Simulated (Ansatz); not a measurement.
## Ga: energy change per atom and pressure as volume scale varies

Plane-wave DFT, scalar-relativistic PAW made under PBE with cores redone for the functional, no dispersion; the given relaxed cell is scaled uniformly, energy at zero smearing counts from the unscaled cell, pressure at the given Fermi-Dirac smearing is positive in compression. The results are calculated, by Ansatz 0.2.0.

The cell before it is scaled or strained (space group P6/mmm, No. 191):
```
cell vectors (Å)
   4.6022     0.0000     0.0000
  -2.3011     3.9856     0.0000
   0.0000     0.0000     2.9950
atoms (fractions of the cell vectors)
Ga  0.00000  1.00000  0.00000
Ga  0.33333  0.66667  0.50000
Ga  0.66667  0.33333  0.50000
```

Settings of every row: spin polarised no; functional r2SCAN; wave cutoff 500 eV; smearing width 0.1 eV; k mesh 9x9x12.

Atom starting moment: 0 on all atoms.

Limits: the cell comes from a prototype or a list of computed structures and needn't be the stable phase.

```
row  volume scale  V (Å³/atom)  energy change per atom (meV)  pressure (GPa)
  1          0.88       16.115                            59            9.93
  2          0.92       16.847                         23.79            5.79
  3          0.96       17.579                          5.35            2.55
  4          1.04       19.044                           4.9           -1.96
  5          1.08       19.777                         17.81            -3.5
  6          1.12       20.509                             ?               ?
```

Question: what energy change per atom and pressure should row 6 give?

Worked fit of energy change per atom. Take u = (V_r/V)^(2/3) − 1 with V_r = 17.579 Å³ an atom, which is twice the finite (Eulerian) strain; such expansions in the strain, on which the Birch-Murnaghan equation of state is built, carry the rest volume and the bulk modulus. The shown rows have u = 0.05968, 0.02876, 0, -0.05197, -0.07554. Least squares give energy change per atom = 5.361 + 426.02 × u + 7868.7 × u² meV; a straight line predicts inner rows, each left out in turn, worse (root mean square 16 against 0.5 meV). The rows lie off it by 0.19, -0.33, -0.01, 0.43, -0.27 (root mean square 0.28 meV). The withheld row has u = -0.09767, so the fit gives 5.361 + 426.02 × (-0.09767) + 7868.7 × (-0.09767)² = 38.81 meV.

The calculation gave 36.94 meV. The fit lies 1.87 meV (5.1 % of the value, 3.5 % of the column's range) above it; its largest miss of a shown row is 0.43 meV. This row lies beyond the range of the fit.

Worked fit of pressure. Take u = (V_r/V)^(2/3) − 1 with V_r = 17.579 Å³ an atom, which is twice the finite (Eulerian) strain; such expansions in the strain, on which the Birch-Murnaghan equation of state is built, carry the rest volume and the bulk modulus. The shown rows have u = 0.05968, 0.02876, 0, -0.05197, -0.07554. Least squares give pressure = 2.552 + 104.17 × u + 322.1 × u² GPa; a straight line predicts inner rows, each left out in turn, worse (root mean square 0.66 against 0.038 GPa). The rows lie off it by 0.01, -0.02, 0.00, 0.03, -0.02. The pressure vanishes at u = -0.0267, or V = 18.31 Å³ an atom, and there the bulk modulus at fixed shape and fractions is B = −V dP/dV = (2/3)(1 + u) dP/du = 56.4 GPa. Letting shape and atoms relax would as a rule lower it, by much in layered, chain or molecular crystals. The withheld row has u = -0.09767, so the fit gives 2.552 + 104.17 × (-0.09767) + 322.1 × (-0.09767)² = -4.55 GPa.

The calculation gave -4.71 GPa. The fit lies 0.16 GPa (3.4 % of the value, 1.1 % of the column's range) above it; its largest miss of a shown row is 0.03 GPa. This row lies beyond the range of the fit.
